**Question**

I ran the Re⁺ ion with BLYP and the Dirac equation and got the levels below. Plotting binding against orbital size, I see most points near one curve and a few off it. Which rows really break the pattern, by how much, and why?

All-electron Kohn-Sham levels of Re+ (Z = 75), [Xe] (4f5/2)6 (4f7/2)8 (5d3/2)4 (5d5/2)1 (6s1/2)1, from Quantum ESPRESSO ld1.x 7.5 with the BLYP functional and the Dirac equation. The density is spherical and not spin-polarised, and the nucleus is a point. Bound levels have negative eigenvalues, and partly occupied levels also count as filled.

```csv
level,level filled,eigenvalue (eV),mean radius (bohr),mean inverse radius (1/bohr)
1s1/2,yes,-71578,0.01803,88.82
2s1/2,yes,-12407,0.07557,21.65
2p1/2,yes,-11871,0.06246,21.61
2p3/2,yes,-10431,0.07053,18.04
3s1/2,yes,-2877.5,0.1969,7.946
3p1/2,yes,-2638.6,0.1870,7.859
3p3/2,yes,-2325.8,0.2019,6.936
3d3/2,yes,-1925.0,0.1765,6.831
3d5/2,yes,-1857.1,0.1811,6.615
4s1/2,yes,-605.88,0.4404,3.344
4p1/2,yes,-506.26,0.4450,3.233
4p3/2,yes,-433.25,0.4785,2.911
4d3/2,yes,-269.83,0.4935,2.699
4d5/2,yes,-256.35,0.5048,2.622
5s1/2,yes,-92.288,1.037,1.306
5p1/2,yes,-62.208,1.138,1.176
5p3/2,yes,-51.232,1.241,1.061
4f5/2,yes,-50.680,0.5764,2.179
4f7/2,yes,-48.169,0.5853,2.148
5d3/2,yes,-13.144,1.830,0.7185
6s1/2,yes,-12.581,2.884,0.4397
5d5/2,yes,-12.231,1.902,0.6902
```

**Answer**

The binding |ε|, the eigenvalue without its sign, runs from about 70 keV at 1s to about 12 eV in the valence shell while the mean radius ⟨r⟩ grows from 0.02 to 3 bohr. One gently bent curve, shifted to weaker binding as l rises, holds the s, p and d rows with a typical scatter of 10%. The 4f pair misses it by a factor of two, and 6s by about a third in the other direction.

A curve exists because all electrons move in the same Kohn-Sham potential. Around a bare nucleus of charge Z, an s level has |ε| = Z²/2n² and ⟨r⟩ = 3n²/2Z in atomic units, so |ε| falls as 1/⟨r⟩. Screening lowers the effective charge outward and steepens the fall. At equal radius a higher l binds less, because the centrifugal term l(l+1)/2r² keeps the orbital away from the nucleus, where the attraction is strongest. A purely descriptive fit to the s, p and d rows, with x = ln(⟨r⟩/bohr), is

ln|ε/eV| = 4.741 − 2.214x − 0.1522x² − 0.1103·l(l+1).

Its slope at 1s (x ≈ −4.0) is −2.214 + 2·0.1522·4.0 ≈ −1.0, close to the bare-nucleus value, though the end slope of a quadratic is only loosely fixed; at 1 bohr it is −2.2. The scatter is far above the 0.05% rounding of the radii, so the misfits belong to the curve. Row-by-row values are in the output printed after this answer.

The 4f rows were kept out of the fit to test the l(l+1) term. For 4f7/2, x = ln 0.5853 = −0.536, and 4.741 + 1.186 − 0.044 − 1.324 = 4.56, so the curve gives about 96 eV. The table has 48.2 eV, half of that. Refitting with 4f included still leaves it more than 20% below the new curve and worsens the overall scatter. Spin-orbit coupling is excluded by the numbers: both members sit at about 0.5 of the curve, and their splitting of 2.51 eV is small against a shortfall near 47 eV.

The main cause appears to be the centrifugal barrier acting in a screened potential, and the table sets a lower bound on that barrier. The centrifugal energy is l(l+1)⟨1/r²⟩/2, and ⟨1/r²⟩ ≥ ⟨1/r⟩², where ⟨1/r⟩ is the mean inverse radius. For 4f7/2 this nonrelativistic bound is 6 × 2.148² = 27.7 hartree, or 753 eV, more than 15 times |ε|. For a hydrogen-like 4f level the same ratio would be l(l+1)/n² = 0.75. The fairest comparison within the table is 3d, nodeless like 4f, which gives about 2; for orbitals with inner lobes the bound is looser and says less. The attraction must therefore exceed 753 + 48 ≈ 800 eV, and the level is what remains of two large terms. Theory supplies the picture: the barrier keeps the nodeless 4f orbital out of the weakly screened interior that the inner lobes of 4s and 4p reach. The radii agree. A hydrogen-like ion has ⟨r⟩ of 4f at 0.75 of 4s, whereas here 4f7/2 is 1.33 times 4s; 3d5/2 is still inside 3s, at 0.92. Relativistic contraction of the s orbitals adds to these ratios.

To see whether smooth screening suffices, the Dirac equation was solved in V = −[1 + (Z−1)/(H(e^(r/d) − 1) + 1)]/r, which has no shell structure. H and d were fitted to s and p eigenvalues only. The model's 4f energies come within about 1% of the table, but that is partly luck, since the fitted rows themselves scatter by 8% and the table's 4f radii are 11 to 12% smaller than the model's. The fairer measure is that the model's own 4f points lie at about 0.65 of the curve against 0.50 for the table, which in the logarithm is ln 0.65/ln 0.50 ≈ 0.6 of the break. That share is rough, because the curve was fitted to the table and not to the model. The rest is not explained. The misfits go by shell, with all n = 3 rows deeper than the model and all n = 5 rows shallower, which suggests shell structure in the true potential; that is a guess. Self-interaction error of a GGA raises compact 4f levels, and so does extra screening by relativistically contracted s and p shells, but a single run sizes neither.

The cancellation tells where to be careful. Scaling the net potential by 1% and holding it fixed would move 4f by at least 8 eV to first order; in a self-consistent run the electrons would rearrange and offset part of this. 5p moves too, by an amount not computed here, but the two need not move together, and 4f5/2 lies only 0.55 eV above 5p3/2. The model puts that gap at 7.15 eV, and the order in the table should not be trusted. The same sensitivity lets one guess the neighbours: added nuclear charge pulls the compact 4f down faster than 5p, which has twice its radius, so the two are expected to cross somewhere in this part of the 5d row. A similar break is expected wherever the first shell of a new l has only recently become bound inside the atom; 3d here is long past that stage and sits within 12% of the curve, though it also helped to fix that curve.

The 6s row, part of both fits, is 1.36 times the curve and 1.17 times the model. The −1/r tail of the ion alone does not seem to account for this: the model has the same tail, yet its own 6s point lies at only 1.04 times the curve. The cause is left open, and 6s is also the end point of the fit. The row deserves little weight for another reason. "Yes" under level filled means occupied: 6s holds one electron of two yet lies 0.35 eV below the occupied 5d5/2. The configuration was imposed without spin polarisation, whereas the ground state of Re⁺ is the high-spin 5d⁵6s¹ septet, so the order of 5d and 6s has no physical reading. The outer BLYP eigenvalues are also several eV shallower than ionisation energies.

Numerical output:

```
rounding floor: <r> 0.048%, eigenvalue 0.0048% at most
A (fit s,p,d): ln|e/eV| = 4.741 -2.214 x -0.1522 x^2 - 0.1103 l(l+1), x=ln(<r>/bohr)
A rms ln: 0.102; all-row refit: b 0.1540, rms 0.157, 4f tab/fit 0.79 0.77
solver check, bare Z=75, rel. error: 1s -1.6e-05, 2p1/2 -7.2e-06
B (fit s,p energies): H 5.846, d 0.910 bohr
B rms ln e: s,p 0.076 d 0.110 f 0.010; rms ln <r>: all 0.059
level n^2<1/r> | tab/A(l=0) tab/A | e_B[eV] e tab/B, r tab/B | centrif.bound[eV], /|e|
1s1/2  88.8 | 1.00 1.00 | -71587.68 1.000 1.002 |     0.0  0.00
2s1/2  86.6 | 0.98 0.98 | -12070.71 1.028 1.000 |     0.0  0.00
2p1/2  86.4 | 0.72 0.90 | -11555.55 1.027 1.003 | 12707.5  1.07
2p3/2  72.2 | 0.75 0.93 | -10095.11 1.033 1.001 |  8855.7  0.85
3s1/2  71.5 | 1.03 1.03 |  -2685.33 1.072 0.979 |     0.0  0.00
3p1/2  70.7 | 0.86 1.08 |  -2437.60 1.082 0.977 |  1680.7  0.64
3p3/2  62.4 | 0.87 1.08 |  -2140.84 1.086 0.973 |  1309.1  0.56
3d3/2  61.5 | 0.57 1.11 |  -1691.46 1.138 0.959 |  3809.3  1.98
3d5/2  59.5 | 0.58 1.12 |  -1629.94 1.139 0.958 |  3572.2  1.92
4s1/2  53.5 | 0.95 0.95 |   -585.64 1.035 0.961 |     0.0  0.00
4p1/2  51.7 | 0.81 1.01 |   -486.91 1.040 0.955 |   284.4  0.56
4p3/2  46.6 | 0.80 1.00 |   -421.32 1.028 0.956 |   230.6  0.53
4d3/2  43.2 | 0.53 1.03 |   -256.26 1.053 0.932 |   594.7  2.20
4d5/2  42.0 | 0.53 1.03 |   -244.93 1.047 0.934 |   561.2  2.19
5s1/2  32.6 | 0.87 0.87 |   -100.83 0.915 1.009 |     0.0  0.00
5p1/2  29.4 | 0.72 0.90 |    -69.59 0.894 1.018 |    37.6  0.60
5p3/2  26.5 | 0.73 0.91 |    -57.41 0.892 1.026 |    30.6  0.60
4f5/2  34.9 | 0.14 0.51 |    -50.26 1.008 0.883 |   775.2 15.30
4f7/2  34.4 | 0.13 0.50 |    -48.73 0.988 0.887 |   753.3 15.64
5d3/2  18.0 | 0.46 0.90 |    -15.10 0.871 1.112 |    42.1  3.21
6s1/2  15.8 | 1.36 1.36 |    -10.77 1.168 1.047 |     0.0  0.00
5d5/2  17.3 | 0.47 0.91 |    -13.85 0.883 1.120 |    38.9  3.18
worst A tab/model: 4f7/2 0.50, 4f5/2 0.51, 6s1/2 1.36, 5s1/2 0.87
worst B tab/model: 6s1/2 1.17, 5d3/2 0.87, 3d5/2 1.14, 3d3/2 1.14
B own 4f points / curve A: 0.66 0.65
spin-orbit splitting eV: table (model B), % of upper |e|
  2p 1440.00 (B 1460.43) 13.8%; 3p 312.80 (B 296.76) 13.4%
  3d 67.90 (B 61.52) 3.7%; 4p 73.01 (B 65.59) 16.9%
  4d 13.48 (B 11.32) 5.3%; 5p 10.98 (B 12.18) 21.4%
  4f 2.51 (B 1.53) 5.2%; 5d 0.91 (B 1.24) 7.5%
<r> 3d5/2/3s1/2: table 0.920, B 0.940, hydrogenic 0.778; e ratio 0.645
<r> 4f7/2/4s1/2: table 1.329, B 1.439, hydrogenic 0.750; e ratio 0.080
<r> 5d5/2/5s1/2: table 1.834, B 1.652, hydrogenic 0.920; e ratio 0.133
4f5/2-5p3/2: 0.55 eV (B 7.15), <r> ratio 0.464; 5d5/2-6s 0.35, 6s-5d3/2 0.56 eV
1s <1/r>: table 88.82, Z 75, Dirac Z/gamma 89.61 (tab 0.9% below), 1/bohr
```
